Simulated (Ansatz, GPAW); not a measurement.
**PdGe3: energy against volume and a worked fit**

```cif
data_structure
_symmetry_space_group_name_H-M 'Pm-3m'
_symmetry_Int_Tables_number 221
_cell_length_a 4.1420
_cell_length_b 4.1420
_cell_length_c 4.1420
_cell_angle_alpha 90.000
_cell_angle_beta 90.000
_cell_angle_gamma 90.000
_cell_volume 71.06
loop_
_atom_site_label
_atom_site_type_symbol
_atom_site_symmetry_multiplicity
_atom_site_Wyckoff_symbol
_atom_site_fract_x
_atom_site_fract_y
_atom_site_fract_z
_atom_site_occupancy
Pd1 Pd 1 a 0.00000 0.00000 0.00000 1
Ge1 Ge 3 c 0.50000 0.50000 0.00000 1
```

The cell comes from a database or a generator and needn't be the stable form of this composition.

The cell was scaled at fixed shape and fractions and run with Ansatz, Ansatz PAW, cutoff 420 eV; PBEsol, k mesh 7 × 7 × 7 on the cell of 4 atoms, fermi-dirac occupations of 0.05 eV, no spin polarisation, no spin-orbit coupling. The potentials were made for PBE. Energies are those that the program minimises, any entropy of the smearing included. For a metal such a mesh isn't converged to the digits shown.

```tsv
V (Å³/atom)	energy over the lowest row (meV/atom)
16.6996	0.00
17.0549	0.28
17.4102	?
17.7655	13.69
18.1208	25.82
18.4761	41.00
18.8314	58.85
```

Fit the third-order Birch-Murnaghan form, give V0, B0 and B′, and predict the energy left open.

With y = (V0/V)^(2/3), E = E0 + (9 V0 B0/16) [(y - 1)³ B′ + (y - 1)² (6 - 4y)]. Least squares through the rows shown give V0 = 16.8546 Å³/atom, E0 = -0.46 meV, B0 = 102.4 GPa (1 eV/Å³ = 160.218 GPa) and B′ = 5.02, with a largest miss of 0.01 meV. At V = 17.4102 the form with these constants gives 5.02 meV; the run gave 5.03 meV an atom. Other set-ups at this level, from all their volumes (Å³/atom, GPa): GPAW, PAW data sets generated for this functional: V0 16.859, B0 103.9.

The fitted minimum lies well below the volume of the listed cell, between the two smallest volumes sampled, so this structure would contract under the functional used. The omitted energy is recovered almost exactly, but it lies inside the sampled range and therefore tests the smoothness of the curve more than its reach. With only one point on the compressed side, B′ is less secure than V0, and extrapolation to high pressure isn't supported.

The positive B′ reflects the usual anharmonicity: short-range repulsion stiffens the lattice on compression, while weakening orbital overlap softens it on expansion. The bulk modulus falls between those of elemental germanium and palladium, which is plausible for a close-packed arrangement where Pd d states mix with Ge p states. The GPAW result supports the equilibrium volume more tightly than the stiffness, as expected when curvature is more sensitive to small energy differences. Resistance to uniform compression doesn't establish stability against shear or atomic displacements.
